Zinc-blende ZnS (F-43m, two atoms per cell) at uniformly scaled volumes, computed with Ansatz 0.2.0: all-electron LAPW, PBE, scalar-relativistic, no spin polarization. All rows use an 8×8×8 k mesh, Fermi-Dirac smearing of 0.01 eV and a basis error target of 0.25 meV/atom. The shortest distance is the Zn–S bond length.

```tsv
volume (Å³/atom)	shortest distance (Å)	band gap (eV)	smallest direct gap on path (eV)
18.598	2.294	2.372	2.372
18.994	2.311	2.278	2.278
19.389	2.327	2.188	2.188
19.587	2.334	2.143	2.143
19.785	2.342	2.100	2.100
19.983	2.350	2.057	2.057
20.181	2.358	2.014	2.014
20.576	2.373	1.931	1.931
20.972	2.388	1.851	1.851
```

**What goes wrong**

PBE makes zinc sulfide a semiconductor with a gap of about 2 eV. The middle row, at 19.785 Å³ per atom, lies close to the volume of the real crystal, and its band gap is 2.10 eV. The measured gap is roughly 3.7 eV, a recalled value, so the calculation misses about 1.6 eV and yields little more than half of the true gap. A designer who took the number literally would expect ZnS to absorb visible light, whereas the real crystal is transparent down to the near ultraviolet.

The table itself gives no hint of this. The gap falls smoothly from row to row, and the band gap equals the smallest direct gap on the path everywhere, so the highest filled and the lowest empty state share the same wave vector. In the two rows whose levels are listed, that point is Γ, the centre of the Brillouin zone. The estimated basis error in the energy, available for the same two rows, is about a tenth of a meV per atom. The smooth trend and the small basis error suggest that the equations were solved well; they cannot show that the functional suits the question.

**Two ways to recognise it**

The first test is to compare the shortfall with what a wrong volume could do. Over the whole table the volume grows by 13 % and the gap changes by 0.52 eV, a third of what is missing. PBE does misjudge the volume: its pressure vanishes at 20.17 Å³ per atom, about 2 % above the middle row. That expansion costs only 0.08 eV of gap, so a better lattice constant would not rescue the result.

The second test looks below the gap, at the filled Zn 3d band. At Γ it lies about 6 eV under the valence top, whereas photoemission places it at roughly 9 eV, again a recalled figure. A 3d band that is too shallow is a familiar mark of semilocal functionals in zinc compounds, although an orbital energy is not a removal energy, so not all of the difference need be an error of PBE. The calculated depth can be read from any listing of the levels, but calling it too shallow needs a measured depth, or one from a better method, to set beside it.

Some physics is absent from the calculation, but including it would not close the distance. Spin-orbit coupling would split the valence top and raise its upper part slightly, and zero-point motion of the atoms usually narrows a gap of this kind. Both would take the calculated value further from experiment. The functional is therefore the place to look.

**Why the gap is too small**

A measured gap is the cost of removing an electron from the crystal minus the energy gained by adding one elsewhere. A Kohn-Sham gap is the difference between two orbital energies in a single common potential. In exact theory that potential jumps by a constant when an electron is added across the gap, and the jump belongs to the true gap. PBE builds its potential from the local density and its gradient, which hardly change when one electron is added to a large crystal, so the jump is absent.

The second cause is self-interaction. In PBE an electron partly repels itself, and the error is largest for compact orbitals such as Zn 3d, whose energy is pushed up. The raised 3d level comes closer to the S 3p states at the valence top. Levels of the same symmetry repel each other, so the valence top is pushed up as well, and the gap shrinks from below.

The levels at Γ bear the mark of this repulsion. The 3d band splits there into a threefold level, which can mix with S 3p, and a twofold level, which by symmetry cannot. The threefold level lies lower, by 0.55 eV in the row at 18.994 Å³ per atom and by 0.45 eV in the row at 20.576. The electric field of four surrounding anions alone would give the opposite order, so mixing with sulfur is the expected cause of the lower threefold level. Direct overlap between neighbouring Zn 3d shells favours the same order, but at these Zn–Zn distances it should be far too weak to give half an eV.

**How much the 3d band contributes**

A two-level picture gives the scale. If the coupling between the levels is $t$ and their distance is $\Delta$, each is pushed away from the other by about $\delta \approx t^2/\Delta$. The average splitting of 0.50 eV serves as a stand-in for $\delta$, and $\Delta$ is taken as about 6.1 eV, the mean depth of the five 3d levels. Moving the 3d band down to 9 eV at unchanged coupling reduces the push to

$$\delta' \approx 0.50\ \text{eV} \times \frac{6.1}{9} \approx 0.34\ \text{eV}.$$

The valence top would sink, and the gap would open, by about 0.16 eV. This is an order of magnitude only. The field of the anions works against the mixing, so the splitting slightly understates the push, and the estimate holds the coupling fixed and ignores how the charge density would readjust to a deeper 3d shell; a self-consistent correction could well open the gap by more. It still suggests a ranking of the causes: the misplaced 3d band accounts for perhaps a tenth of the missing 1.6 eV, or somewhat more. Theory assigns most of the rest to the missing jump and to the other effects of approximate exchange, but the table cannot divide it further. The printed analysis below gives the differences and ratios behind these statements.

**What can still be used**

The change of the gap is much better than the gap. Between the two rows on either side of zero pressure it grows by 0.061 eV per GPa, and the measured rate is roughly 0.06, once more a recalled value. The rate is not constant: it runs from 0.047 at the compressed end of the table to 0.070 at the expanded end, and is 0.056 and 0.059 on the two sides of the middle row, so the volume at which it is read matters. The agreement deserves some caution, since a rate per unit of pressure also contains the stiffness of the crystal, and errors in the two can cancel.

The reason for the trend probably lies mainly in the conduction edge. Its state at Γ is an antibonding combination of Zn 4s and S 3s, and it sinks when the bonds lengthen and the coupling weakens. Raw edge energies hide this, because they have no common zero from one volume to the next: both edges seem to fall by about 2 eV over the table. Measured from the S 2s or the Zn 3s core level, the conduction edge falls by 0.7 to 0.8 eV and the valence top by only 0.2 to 0.3 eV. The core levels also shift, by an amount these runs do not reveal. The larger movement of the conduction edge is therefore the likely reading, while even the direction of the small valence shift remains open.

The bonding picture carries over to ZnSe and CdS, whose gaps are also direct at Γ and also close on expansion. Silicon behaves differently, because its lowest conduction state lies far from Γ and has another character; its gap opens slightly on expansion. The same ZnS volumes treated with a hybrid functional, which mixes in exact exchange, are expected to show a clearly wider gap and a deeper 3d band, with a broadly similar slope.

For practical work on ZnS, take from PBE how the gap shifts under uniform pressure, and take the gap itself from experiment, a hybrid functional or a $GW$ calculation at the measured volume. In other zinc semiconductors too, a 3d band that lies too high is a warning about the gap, but a 3d band at the right depth is no guarantee. A correction applied to the 3d orbitals alone, such as a Hubbard $U$, would be expected to leave most of the gap error in place.

Numerical output:

```
Pressure and gap shortfall:
     row  pressure_GPa  shortfall_eV  gap_change_eV_per_GPa
  18.598         6.728         1.328                    n/a
  18.994         4.753         1.422                0.04732
  19.389         2.979         1.512                0.05113
  19.587         2.161         1.557                 0.0542
  19.785         1.386           1.6                0.05633
  19.983         0.651         1.643                0.05854
  20.181      -0.04558         1.686                0.06083
  20.576        -1.332         1.769                0.06443
  20.972        -2.488         1.849                 0.0696
gap near the measured volume, eV: 2.1
shortfall there against the rough measured gap, eV: 1.6
calculated gap there as percentage of the rough measured gap: 56.76
change of gap over the whole table, eV: 0.521
volume range of the table, largest over smallest: 1.128
shortfall divided by change over the whole table: 3.071
PBE volume at zero pressure, cubic Angstrom per atom: 20.17
excess of that volume over the middle row, percent: 1.936
gap at zero PBE pressure, eV: 2.017
gap lost through the larger PBE volume, eV: 0.08319
mean gap change per unit of ln volume, eV: -4.337
mean gap change with pressure, eV per GPa: 0.05653
mean Zn 3d depth below valence top at Gamma, row 18.994, eV: 6.273
mean Zn 3d depth below valence top at Gamma, row 20.576, eV: 5.999
twofold above threefold 3d level at Gamma, row 18.994, eV: 0.5459
twofold above threefold 3d level at Gamma, row 20.576, eV: 0.4498
order of magnitude of gap lost through shallow 3d, eV: 0.1584
raw fall of valence top and then of conduction bottom, first to last row, eV: 1.742
raw fall of conduction bottom, first to last row, eV: 2.263
fall of valence top against S 2s, eV: 0.2064
fall of valence top against Zn 3s, eV: 0.2991
fall of conduction bottom against S 2s, eV: 0.7273
fall of conduction bottom against Zn 3s, eV: 0.82
```
